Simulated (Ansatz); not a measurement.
## A series in volume scale on CsPbCl₃

All results are calculated (Ansatz 0.2.0). Free energy against uniform scaling of the volume at fixed shape and fractions; periodic cell, basis, potentials, k mesh and filling as listed.

The cell before it is scaled or strained (space group Pm-3m, No. 221):
```
CsPbCl3
1.0
      5.6050     0.0000     0.0000
      0.0000     5.6050     0.0000
      0.0000     0.0000     5.6050
Cs Pb Cl
1 1 3
Direct
  0.00000 0.00000 0.00000
  0.50000 0.50000 0.50000
  0.50000 0.50000 0.00000
  0.00000 0.50000 0.50000
  0.50000 0.00000 0.50000
```

Settings of every row: functional PBE; dispersion none; potentials PAW; wave cutoff 500 eV; density cutoff 2000 eV; k mesh 3x3x3; k shift 0x0x0; occupations fixed; smearing width 0 eV; spin none.

Limits: minimum outside the range; no spin-orbit coupling, which can matter with elements this heavy.

```csv
row,volume scale,V (Å³/atom),energy above lowest point (meV/atom),pressure (GPa)
1,0.94,33.104,41.6,3.5
2,0.96,33.809,27.9,2.76
3,0.98,34.513,17.2,2.09
4,1,35.217,9.4,1.49
5,1.02,35.922,4.1,0.94
6,1.04,36.626,?,?
7,1.06,37.33,0,0.02
```

Question: what energy above lowest point and pressure should row 6 give?

Worked fit of energy above lowest point. Take u = (V_r/V)^(2/3) − 1 with V_r = 34.865 Å³ an atom, which is twice the finite (Eulerian) strain; such expansions in the strain, on which the Birch-Murnaghan equation of state is built, carry the rest volume and the bulk modulus. The shown rows have u = 0.03516, 0.02072, 0.00679, -0.00667, -0.01971, -0.04452. Least squares give energy above lowest point = 13 + 583 × u + 6548 × u² meV/atom; a straight line predicts inner rows, each left out in turn, worse (root mean square 4.1 against 0.057 meV/atom). The rows lie off it by 0.0, 0.0, -0.1, 0.0, 0.0, 0.0. Its lowest point lies at u = -0.0445, or V = 37.33 Å³ an atom, and the curvature there gives the bulk modulus at fixed shape and fractions, B = (4/9)(1 + u)² E″(u)/V = 22.8 GPa. The withheld row has u = -0.03232, so the fit gives 13 + 583 × (-0.03232) + 6548 × (-0.03232)² = 1.0 meV/atom.

The calculation gave 1 meV/atom. The fit meets it to the printed digit.

Worked fit of pressure. Take u = (V_r/V)^(2/3) − 1 with V_r = 34.865 Å³ an atom, which is twice the finite (Eulerian) strain; such expansions in the strain, on which the Birch-Murnaghan equation of state is built, carry the rest volume and the bulk modulus. The shown rows have u = 0.03516, 0.02072, 0.00679, -0.00667, -0.01971, -0.04452. Least squares give pressure = 1.781 + 44.79 × u + 117.3 × u² GPa; a straight line predicts inner rows, each left out in turn, worse (root mean square 0.074 against 0.0034 GPa). All shown rows lie on it to the printed digit. The withheld row has u = -0.03232, so the fit gives 1.781 + 44.79 × (-0.03232) + 117.3 × (-0.03232)² = 0.46 GPa.

The calculation gave 0.46 GPa. The fit meets it to the printed digit.
